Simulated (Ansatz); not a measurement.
**A ladder of methods for CH2F2 (difluoromethane)**

CH2F2 has 5 atoms, charge 0, and is taken as a singlet. SMILES: `FCF`. The coordinates come from a PBE0-D4/def2-TZVP relaxation.

```xyz
5

F    -1.0733    0.1912    0.6983
C     0.0101   -0.0169   -0.0823
F     1.0905   -0.1792    0.7132
H    -0.1427   -0.9329   -0.6595
H     0.1653    0.8642   -0.7111
```

Each level gives the energy change with the C2–H5 bond stretched from 1.094 to 1.367 Å (eV). The values are calculated.

```
                      level                    kind  program  value (eV)  less FCI/STO-3G  CPU time (all runs)
  SVWN5/STO-3G (restricted)                     LDA   Ansatz        0.49            -0.06               0.97 s
 revPBE/STO-3G (restricted)                     GGA   Ansatz        0.41            -0.14                1.5 s
r2SCAN0/STO-3G (restricted)         hybrid meta-GGA   Ansatz        0.68            +0.13                3.4 s
  HSE06/STO-3G (restricted)  range-separated hybrid   Ansatz        0.62            +0.07                1.9 s
  wB97X/STO-3G (restricted)  range-separated hybrid   Ansatz        0.64            +0.09                6.3 s
 B2PLYP/STO-3G (restricted)           double hybrid   Ansatz        0.64            +0.09                1.9 s
CCSD(T)/STO-3G (restricted)   coupled cluster or CI   Ansatz        0.55             0.00               0.22 s
   CCSD/STO-3G (restricted)   coupled cluster or CI   Ansatz        0.57            +0.02               0.21 s
                 FCI/STO-3G      exact in the basis   Ansatz        0.55             0.00                5.1 s
```

FCI/STO-3G is exact within its basis and frozen core, so for wave-function methods in that basis the difference is their error; functionals converge differently with the basis, so for them it is only a difference. The first shape isn't each level's own minimum. The values span 0.41 to 0.68 eV. All rows use very small basis sets, so even the best lies far from the true value. Times are those of the runs behind each value, whatever else they computed, on shared processors of several kinds: orders of magnitude only.

Stretching the C–H bond separates the functionals by their exchange: the two semilocal ones, SVWN5 and revPBE, fall below FCI, while all four containing exact exchange lie above it. In a restricted determinant, the bonding pair keeps too much ionic character as the atoms separate, and exact exchange exposes that cost. Semilocal exchange partly mimics the left–right correlation that relieves it, which probably explains the softer stretch. The exact-exchange fraction alone doesn't set the order, however: B2PLYP has a larger share than r2SCAN0 but gives a lower value, which suggests that its perturbative correlation offsets part of the stiffening.

The wave-function results point to a bond still dominated by one configuration. CCSD is only 0.02 eV too high, and perturbative triples remove that error at the printed precision, as expected when σ→σ* mixing is growing but still moderate. This agreement doesn't carry over to full C–H dissociation, where near-degeneracy of the σ and σ* orbitals undermines the perturbative triples built on a restricted reference.
